The table follows the energy of tantalum in a hexagonal close-packed (hcp) cell as $c/a$ is changed at fixed volume, in scalar-relativistic LDA. Real tantalum is bcc, so this phase is hypothetical. The axial ratio $r$ is $c/a$ divided by its starting value of 1.781, the energy change is the free energy per atom above the starting cell, and a negative pressure means tension: the cell would shrink if released.

Hcp Ta (2 atoms per cell, starting a = 2.900 Å, c = 5.166 Å, not relaxed at this level), strained along c at fixed volume. Ansatz 0.2.0, scalar-relativistic LDA, plane-wave PAW, no spin polarisation, 420 eV cutoff, Γ-centred 21×21×10 k mesh, Gaussian smearing of 0.15 eV. Free energies are relative to the starting cell; pressure is positive in compression.

| axial ratio (over its starting value) | energy change (meV/atom) | pressure (GPa) |
| --- | --- | --- |
| 0.8 | 155.0 | -10.22 |
| 0.85 | 113.9 | -11.35 |
| 0.92 | 46.9 | -11.97 |
| 0.96 | 15.2 | -12.07 |
| 1 | 0.0 | -11.78 |
| 1.05 | 12.0 | -10.82 |
| 1.1 | 57.8 | -9.24 |
| 1.2 | 240.8 | -4.16 |
| 1.3 | 532.1 | 4.21 |

**Q.** Which costs more, stretching along the axis or flattening, and why?

**A.** Far from the start, stretching does. Write $x=\ln r$; fixed volume then means $a\propto e^{-x/3}$ and $c\propto e^{2x/3}$. The row at 1.2 is a smaller strain in $x$ than the row at 0.8, yet it costs 1.55 times as much. Close to the start the order is reversed, since 0.96 lies higher than 1.05.

The geometry argues for this asymmetry. Each atom has six neighbours in its own layer at distance $a$ and six in the adjacent layers at $d=\sqrt{a^2/3+c^2/4}$. Stretching squeezes the first six without limit, and at ratio 1.3 they sit at 2.657 Å. Flattening shortens $d$ from a longer start, 3.078 Å, and ever more slowly, because $a$ grows while $c$ falls; at 0.8 the shortest contact is still 2.865 Å. Short-range repulsion rises steeply with compression, so the stretched side should be the steeper one. This is only part of the asymmetry: measured against a parabola through the three central rows, the larger departure is a softening on the flattened side, taken up below.

**Q.** The starting row has the lowest energy in the table. Is it the minimum?

**A.** Not quite, and the stresses of the same runs locate the minimum without a finer scan. Let $P_\perp$ and $P_\parallel$ be the stresses across and along the axis, positive in compression, and $V$ the volume per atom. A step $dx$ strains each of the two transverse directions by $-dx/3$ and the axis by $2\,dx/3$. The work done is

$$\frac{dE}{dx}=-V\left[\tfrac23P_\parallel-\tfrac23P_\perp\right]=\tfrac23V\,(P_\perp-P_\parallel).$$

The energy is stationary only where the stress is the same in all directions. At the start it is not, and with $V\times1\ \text{GPa}=117.5$ meV the slope is

$$\tfrac23\times117.5\times(-1.43)=-112\ \text{meV}.$$

At 1.05, where $x=0.0488$, the same formula gives $+615$ meV. A straight line between the two slopes gives

$$x_0=0.0488\times\frac{112}{112+615}=0.0075,\qquad \text{depth}=\tfrac12\times112\times0.0075=0.4\ \text{meV}.$$

This estimate uses stresses only, with no energy of the table entering. A parabola through the three central energies puts the minimum at 1.007 and a spline through all nine stress differences at 1.008. The minimum is therefore near $c/a=1.80$, less than a percent above the start and under half a meV deeper.

**Q.** At ideal close packing all twelve neighbours are equally far. Shouldn't symmetry put a minimum there?

**A.** No. Ideal packing, $c/a=\sqrt{8/3}$, falls at ratio 0.917, and the row at 0.92 is almost on it. That row lies 46.9 meV up, and the magnitude of its slope is the largest among the rows below the minimum. Equal distances add no symmetry element here: every row has the same space group, the two sets of six neighbours stay inequivalent, and $c/a$ remains a free parameter.

The neighbouring case is the Bain path, in which a bcc crystal is strained along a cube axis until it becomes fcc. At both ends the cell is cubic, cubic symmetry forces $P_\perp=P_\parallel$, and the formula above gives zero slope whatever the metal or the functional. Those two stationary points are known before any calculation. The hexagonal path passes through no such point, so its extrema are set by the bonding alone and move with element, volume and method.

**Q.** Then what holds $c/a$ so far above the ideal value?

**A.** Start from the limit of atoms that only repel one another in pairs. At fixed volume such atoms keep their closest contacts as long as possible, which means all twelve equal. Lattice sums of $d^{-n}$ with $n=6$, 9 and 12 confirm it, with the minimum at ratio 0.917 each time. With the amplitude fitted to all nine rows, the root-mean-square misfit to the table is nearly 70 meV for every exponent. Repulsion of this kind therefore cannot by itself put the minimum where the table has it, although it gives the steep rise at high ratio roughly.

A d-band picture of transition-metal structure can supply the other term. The d electrons form a partly filled band whose energy depends on the shape of the density of states, and so on bond angles and rings of atoms as well as on distances. For the filling of tantalum this term favours bcc, and in hcp it has no reason to prefer twelve equal bonds; here the crystal ends with six short bonds in the layer and six longer ones between layers. Hafnium and rhenium, whose fillings make hcp the stable structure, have $c/a$ near the ideal value, roughly 1.6 as recalled from measurement. That the band term causes the offset in this table is argued from that general picture and has not been isolated by the calculation.

One hint can be read from the smearing. The correction from the free energy to zero smearing grows with the density of states at the Fermi level, and it is smaller at the start than in every other row except 1.3. A dip in states near the minimum would fit the band picture. It remains a guess, because the differences are at most 2.2 meV, uneven along the path, and may owe something to the k mesh.

**Q.** How far can I treat this as an ordinary elastic strain, and is a second minimum in sight?

**A.** Put the strains $-x/3$, $-x/3$, $2x/3$ into the hexagonal elastic energy and the quadratic term is $kx^2$ with $k=VC/9$ and $C=C_{11}+C_{12}+2C_{33}-4C_{13}$. The form $E=bx+kx^2$ was passed exactly through the rows at 0.96, 1 and 1.05, so those three are no test of it. It gives $C\approx530$ GPa, an effective stiffness of a cell under tension.

The other six rows show how far it can be extrapolated. At 1.1 the parabola is 3.8 meV too low, and at 1.3 it is 81 meV too low, which is 15 % of the table value. The crystal stiffens on this side, as expected when the in-plane contacts close. On the flattened side it fails sooner and in the opposite sense, giving more than twice the table value at 0.8.

The local stiffness, taken from the change of $P_\perp-P_\parallel$ between adjacent rows, falls steadily towards low ratio. It is 459 GPa just below the start and turns negative between 0.92 and 0.85, with the inflection near 0.89. Below the inflection, down to the last flattened row at 0.8, further flattening meets a weaker restoring stress, which the repulsive pair sums do not reproduce.

The far limit is fixed: as $c\to0$ the atoms stacked along the axis collide and the energy must climb steeply. Between that wall and the row at 0.8 two shapes are open. The slope may reach zero and give a maximum followed by a second minimum, or it may only slacken and recover. At 0.8 the energy is still rising towards lower ratio, so within the scanned range the table shows one minimum only.

**Q.** The pressure is about −12 GPa at the start and lowest at 0.96. What does it tell me?

**A.** First, that the starting cell is too large for this functional, which fits the warning of an unrelaxed reference; LDA typically gives small volumes. Second, the column is the average $(2P_\perp+P_\parallel)/3$ and can hide a very uneven load. The mild 4.21 GPa at ratio 1.3 combines about 23 GPa of compression across the axis with about 33 GPa of tension along it. The axial stress is tensile in all nine rows, so none of them represents a layer that is clamped in its plane and free along its normal.

The offset between the two minima has a simple reading. Take $E=E_0(V)+k(V)\,[x-x_0(V)]^2$ and $p=-\partial E/\partial V$, which gives

$$p=p_0-\frac{dk}{dV}(x-x_0)^2+2k\,(x-x_0)\frac{dx_0}{dV}.$$

If the preferred shape $x_0$ did not depend on volume, the pressure would be stationary at the energy minimum. It is still rising there, and the three central rows give $dx_0/d\ln V\approx0.12$. A larger volume therefore favours a larger $c/a$, and part of the high axial ratio comes from the stretched cell.

**Q.** What would change if each row were allowed its own volume?

**A.** A cell at pressure $p$ gains about $p^2V/2B$ on relaxing, with $B$ the bulk modulus. A rough recalled value for bcc tantalum, 200 GPa, gives a shrinkage near 6 % and a gain of some tens of meV at the start. The row at 1.3 is at a smaller pressure, 4.21 GPa, and gains little, so its height above the start would grow by some tens of meV. These are orders of magnitude, since $B$ is borrowed from another phase and used far outside the small-strain range.

The shape responds through $dx_0/d\ln V$. A shrinkage of 6 % times 0.12 lowers $x_0$ by about 0.007, which returns the minimum to a ratio close to 1. Ideal packing is some ten times further away, so on this linear estimate the excess volume explains only a small part of the offset.

**Q.** Which digits can I trust?

**A.** Integrating the stress differences along the path reproduces the energies within 1.2 meV, the largest gap being at 0.85, and to about half a meV or better elsewhere. The stress is computed as the derivative of the same free energy, so this shows a smooth and consistent scan and is no test of accuracy. Removing the smearing shifts the differences by at most 2.2 meV, which is 1.4 % of the value at 0.8; at 1.05 the shift is 0.58 meV, or 5 % of a smaller value. As far as smearing goes, the differences are therefore good to a meV or two and the tenths carry no physical meaning. Convergence with k mesh and cutoff was not tested. The analysis printed below lists the row-by-row figures.

The depth of the minimum is of the size of these shifts and deserves one figure at best, while $C$ differs by about 4 % between the energy and stress routes. As statements about tantalum the values are looser, because the volume is unrelaxed, spin–orbit coupling is left out for a 5d metal, and the LDA ran on datasets made for PBE. The minimum is also a minimum along one coordinate. The forces vanish by symmetry in every row, so stability against sliding of layers or shear within them, the motions that lead from hcp towards bcc, is untested.

Numerical output:

```
1 GPa x V = 117.5 meV/atom; start c/a 1.781; ideal c/a at ratio 0.917
ratio, c/a, in-plane A, interlayer A, Pacross-Palong GPa, dE/dx meV, zero-smearing shift meV
0.80 1.425 3.124 2.865   -6.02   -472  2.24
0.85 1.514 3.061 2.915  -10.23   -801  0.92
0.92 1.639 2.982 2.989  -10.72   -840  1.05
0.96 1.710 2.940 3.033   -7.68   -601  0.58
1.00 1.781 2.900 3.078   -1.43   -112  0.00
1.05 1.870 2.853 3.136    7.85    615  0.58
1.10 1.960 2.809 3.195   17.41   1364  1.19
1.20 2.138 2.729 3.315   36.70   2874  0.16
1.30 2.316 2.657 3.438   56.33   4411 -0.88
meV/atom: ratio, table, parabola, parabola-table, stress integral-table, pair n=12 minus table, shift on volume relaxation
0.80  155.0  363.8   208.8  -0.2  -128.4    10
0.85  113.9  197.0    83.1   1.2  -122.8     3
0.92   46.9   55.5     8.6  -0.1   -72.8    -1
0.96   15.2   15.2     0.0   0.0   -34.1    -2
1.00    0.0    0.0     0.0   0.0     0.0    -0
1.05   12.0   12.0     0.0  -0.1    28.0     6
1.10   57.8   54.0    -3.8  -0.0    40.0    16
1.20  240.8  212.8   -28.0   0.3    25.8    36
1.30  532.1  451.1   -81.0  -0.5   -23.9    36
table rounding: 0.05 meV/atom, 0.005 GPa; parabola passes through 0.96, 1, 1.05 by construction
parabola: b -91 meV, k 6900 meV, C = 9k/V 529 GPa, minimum ratio 1.0066, depth 0.30 meV
stresses: minimum ratio 1.0080, c/a 1.796, depth 0.45 meV, C 548 GPa
largest gap of stress integral and table 1.2 meV at ratio 0.85
stiffness C between rows (GPa):
  0.80-0.85: -208, 0.85-0.92: -19, 0.92-0.96: 215, 0.96-1.00: 459
  1.00-1.05: 571, 1.05-1.10: 617, 1.10-1.20: 665, 1.20-1.30: 736
inflection of energy from stress spline at ratio [0.89]
pair repulsion n=6: minimum at ratio 0.917, rms misfit 69 meV
pair repulsion n=9: minimum at ratio 0.917, rms misfit 69 meV
pair repulsion n=12: minimum at ratio 0.917, rms misfit 68 meV
energy ratios: E(1.2)/E(0.8) 1.55, E(1.3)/E(0.8) 3.43; |x| at 0.8, 1.2, 1.3: 0.223 0.182 0.262
in-plane contact change 1 to 1.3: -8.4 %; interlayer change 1 to 0.8: -6.9 %
pressure near row 1: slope 12.8 GPa, curvature term 140 GPa, lowest at ratio 0.955
dx0/dlnV 0.12; -dlnk/dlnV 2.3; pressure rise 1 to 1.3: 15.99 GPa
rough B 150 GPa: row 1 volume -8 %, energy -54 meV, row 1.3 shift 47 meV, minimum to ratio 0.998
rough B 200 GPa: row 1 volume -6 %, energy -41 meV, row 1.3 shift 36 meV, minimum to ratio 1.001
smearing shift: largest 2.2 meV at 0.80 (1.4 %); at 1.05 5 %
pressure minus mean stress: largest 0.004 GPa
```
